## Monotonic diagonalisation in the Wegner flow

### Statements

Let $\hat H=\sum_{ij}h_{ij}c_i^\dagger c_j$ with fermion operators $c_i$ and Hermitian $h$. Since $[c^\dagger Ac,c^\dagger Bc]=c^\dagger[A,B]c$, a flow of $\hat H$ is a flow of the matrix $H=H_d+H_{od}$, with diagonal part $e_i=h_{ii}$. Traces are matrix traces. Wegner's flow (1994) is
$$\frac{dH}{dl}=[\eta,H],\qquad \eta=[H_d,H],\qquad \eta_{ij}=(e_i-e_j)h_{ij},$$
where $l$ has dimension energy$^{-2}$. Define $W=\mathrm{Tr}\,H_{od}^2$.

**(A)** $dW/dl=-2\sum_{i,j}(e_i-e_j)^2|h_{ij}|^2\le 0$, summed over ordered pairs.

**(B)** To first order in $H_{od}$, $h_{ij}(l)=h_{ij}(0)\,e^{-(e_i-e_j)^2l}$.

**(C)** For two modes with $\Delta=e_1-e_2$ and $h=h_{12}$ real, $\Omega^2=\Delta^2+4h^2$ is conserved. With $\Delta(0)=\Delta_0$, $h(0)=V$ and $r=\Delta_0^2/4V^2$,
$$W(l)=2h^2=\frac{\Omega^2}{2\left(1+r\,e^{2\Omega^2l}\right)} .$$

**(D)** Two values $W_1>W_2>0$ at $l_1<l_2$ fix $\Omega^2$ and $r$ uniquely.

### Proofs

**(A)** $\eta$ is anti-Hermitian, so the flow is unitary and $\mathrm{Tr}H^2=\mathrm{Tr}H_d^2+W$ is constant. The diagonal obeys $\dot e_i=\sum_k(\eta_{ik}h_{ki}-h_{ik}\eta_{ki})=2\sum_k(e_i-e_k)|h_{ik}|^2$. Then $d\,\mathrm{Tr}H_d^2/dl=4\sum_{i,k}e_i(e_i-e_k)|h_{ik}|^2$, and averaging with the form obtained by $i\leftrightarrow k$ gives $2\sum_{i,k}(e_i-e_k)^2|h_{ik}|^2=-\dot W$. This sum is $2\,\mathrm{Tr}\,\eta^\dagger\eta$. Its integral is bounded by $W(0)$ and its derivative is bounded, so $\eta\to0$: couplings can survive only between equal diagonal elements.

**(B)** Separating $k=i,j$ in the commutator, for $i\ne j$,
$$\dot h_{ij}=-(e_i-e_j)^2h_{ij}+\sum_{k\neq i,j}(e_i+e_j-2e_k)\,h_{ik}h_{kj}.$$
The sum and $\dot e_i$ are of second order in $H_{od}$, and dropping them gives (B).

**(C)** Here the sum is empty, so $\dot\Delta=4h^2\Delta$ and $\dot h=-\Delta^2h$. Hence $d(\Delta^2+4h^2)/dl=8h^2\Delta^2-8h^2\Delta^2=0$ and $d\ln|\Delta/h|/dl=\Omega^2$. Therefore $\Delta^2/4h^2=r\,e^{2\Omega^2l}$, and $4h^2(1+\Delta^2/4h^2)=\Omega^2$ gives $W$. For $r>0$, $\Delta$ keeps its sign and $|\Delta|\to\Omega$, the eigenvalue splitting. For $r=0$ the generator vanishes and nothing flows.

**(D)** Put $s=\Omega^2$. From (C), $s/2W_n-1=r\,e^{2sl_n}$, and eliminating $r$ gives
$$\ln\frac{W_1(s-2W_2)}{W_2(s-2W_1)}=2s\,(l_2-l_1),\qquad s>2W_1 .$$
The left side has derivative $1/(s-2W_2)-1/(s-2W_1)<0$ and falls from $+\infty$ to $\ln(W_1/W_2)$. The right side rises without bound, so there is exactly one root. Then $r=(s/2W_1-1)e^{-2sl_1}$, $4V^2=s/(1+r)$ and $\Delta_0^2=s-4V^2$.

### Inverse problem: resonant level of a GaAs dot

One spin channel is kept and Coulomb interaction is omitted. A dot level $d$ at energy $\Delta_0$ couples with real amplitudes $V_L,V_R$ to two identical finite leads, each with a level at zero energy. Only $b=(V_Lc_L+V_Rc_R)/V$, with $V^2=V_L^2+V_R^2$, couples to $d$. The orthogonal combination decouples, and in this basis the nearest levels form the two-mode problem.

Each lead is a hard-walled single-subband segment, with assumed length $L=1.0\ \mu$m and assumed kinetic energy $E_F=7$ meV. With $m^*=0.067\,m_e$ (compiled value, Vurgaftman 2001), $v_F=\sqrt{2E_F/m^*}=1.92\times10^5$ m/s and the level spacing is $\delta=\pi\hbar v_F/L=396\ \mu$eV.

The following output of a two-mode flow calculation was made for the exercise and rounded to three figures. Sought are $V$, $\Delta_0$ and the resonance width.

| $l$ (meV$^{-2}$) | $W$ ($\mu$eV$^2$) |
|---|---|
| 50 | 1790 |
| 150 | 649 |

**Inversion.** The root in (D) is $\Omega^2=7410\ \mu$eV$^2$, so $\Omega=86.1\ \mu$eV and $r=0.510$. This gives
$$V=35.0\ \mu\text{eV},\qquad |\Delta_0|=50.0\ \mu\text{eV}.$$
Reading the data with (B) would give $|\Delta|=[\ln(W_1/W_2)/2(l_2-l_1)]^{1/2}=71.2\ \mu$eV. This is only a root-mean-square of $\Delta(l)$ over the interval, because with $2V>|\Delta_0|$ the detuning grows substantially along the flow.

Both $V^2$ and $\delta$ scale as $1/L$, so the full width at half maximum for long leads, $\Gamma=2\pi V^2/\delta$, follows from the finite system: $\Gamma=19.4\ \mu$eV.

**Uniqueness.** $W$ depends only on $\Delta_0^2$ and $V^2$. The sign of $\Delta_0$, the sign of $V$, a common energy shift and the ratio $V_L/V_R$ remain undetermined, so only the total width $\Gamma_L+\Gamma_R$ is obtained.

**Propagation of errors.** Differentiating the root condition gives
$$\frac{ds}{s}=\frac1D\left[\frac{d\ln W_1}{s-2W_1}-\frac{d\ln W_2}{s-2W_2}\right],\qquad D=2(l_2-l_1)+\frac1{s-2W_1}-\frac1{s-2W_2},$$
and the formulas for $r$, $V^2$ and $\Delta_0^2$ carry this on. The logarithmic sensitivities are:

| | $\partial/\partial\ln W_1$ | $\partial/\partial\ln W_2$ |
|---|---|---|
| $\ln\Omega^2$ | 0.88 | −0.55 |
| $\ln V^2$ | 1.18 | −0.33 |
| $\ln\Delta_0^2$ | 0.29 | −0.98 |

Rounding allows $\pm5$ and $\pm0.5\ \mu$eV$^2$, that is 0.28 % and 0.077 %. At worst $V$ moves by $0.06\ \mu$eV, $|\Delta_0|$ by $0.04\ \mu$eV and $\Gamma$ by 0.35 %. The problem is well conditioned because $\Omega^2l$ is of order one. Late data would still fix $\Omega^2$, but the factor $e^{-2sl_1}$ passes a relative error in $s$ to $r$ multiplied by about $2sl_1$.

**Neglected lead levels.** By (B), the squared couplings to the levels at $\pm\delta$ decay with an exponent of order $2\delta^2l_1=15.7$ at the first data point, so they are gone by then. They do renormalise the pair that remains. For an infinite ladder $n\delta$ with equal couplings the eigenvalues obey
$$E-\Delta_0=\sum_n\frac{V^2}{E-n\delta}=\frac{\pi V^2}{\delta}\cot\frac{\pi E}{\delta}\approx\frac{V^2}{E}-\kappa E,\qquad \kappa=\frac{\pi^2V^2}{3\delta^2}=0.026 .$$
The two roots near zero are those of a two-mode model with $\Delta_0/(1+\kappa)$ and $V^2/(1+\kappa)$. Reading the inferred $V^2$ as the renormalised one raises the estimate to $\Gamma=19.9\ \mu$eV. This shift exceeds the rounding error several times, so the model's width is about $20\ \mu$eV, and it scales as $L/\sqrt{E_F}$ with the assumed lead. Widths in gated GaAs dots are set by the barrier gates and typically range from below 1 to above $100\ \mu$eV, so the value describes one gate setting and is no constant of the material.